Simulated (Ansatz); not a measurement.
**Ligand exchange: C2H7In + C3H8O2 → C2H7InO + C3H8O**

Gas-phase species: C2H7In `C[CH2][InH2]`, singlet; C3H8O2 `OCCCO`, singlet; C2H7InO `C[CH2][InH][OH]`, singlet; C3H8O (1-propanol) `CCCO`, singlet. The partners trade H for OH: In–H and C–OH bonds give way to In–OH and C–H.

Shapes, held fixed at every level: PBE0-D4/def2-TZVP. Flexible molecules stand in one conformer, not always the lowest. Programs: Ansatz 0.2.0. The zero-point and thermal change to 298 K, harmonic and unscaled (PBE0-D4/def2-TZVP), is +7.2 kJ/mol.

```
               level                   kind  ΔH(298 K) (kJ/mol)  less CCSD(T)/def2-TZVPP
       HF/def2-TZVPP           Hartree–Fock              -109.8                    +13.2
r2SCAN-D4/def2-TZVPP               meta-GGA              -125.7                     -2.7
 B3LYP-D4/def2-TZVPP          global hybrid              -122.3                     +0.7
 BHLYP-D4/def2-TZVPP          global hybrid              -117.4                     +5.6
  PBE0-D4/def2-TZVPP          global hybrid              -115.9                     +7.1
    CCSD(T)/def2-SVP  coupled cluster or CI              -107.0                    +16.0
  CCSD(T)/def2-TZVPP  coupled cluster or CI              -123.0                      0.0
```

The highest level, CCSD(T)/def2-TZVPP, gives ΔH(298 K) = -123.0 kJ/mol; the levels span -125.7 to -107.0. The column of differences is taken from that level and isn't an error. No measured value is set beside it here. For atoms past krypton def2 sets carry core potentials with scalar relativity. Outer-core shells of In are correlated, in sets that cover them unevenly.

Swapping hydride for hydroxide is strongly exothermic at every level, so the direction of the exchange isn't in doubt. The main reason is the mismatch between the hydrogen partners: indium's diffuse valence orbitals overlap poorly with hydrogen 1s, and a weak, hydridic In–H bond gives way to a strong C–H bond. Oxygen loses little by moving to the electropositive metal, where a polar In–O bond replaces C–O. The positive zero-point and thermal term fits this picture, since a C–H oscillator is much stiffer than an In–H one.

The size of the exotherm is less settled than its sign. Enlarging the basis in CCSD(T) shifts the result by 16.0 kJ/mol, more than the gap between Hartree–Fock and CCSD(T) in the larger set. B3LYP-D4's near-coincidence with the top level, at +0.7 kJ/mol, therefore doesn't establish it as the most accurate functional here. The enthalpy also says nothing about the barrier, or about condensed phases, where hydroxide bridging between indium centres would probably add to the driving force.
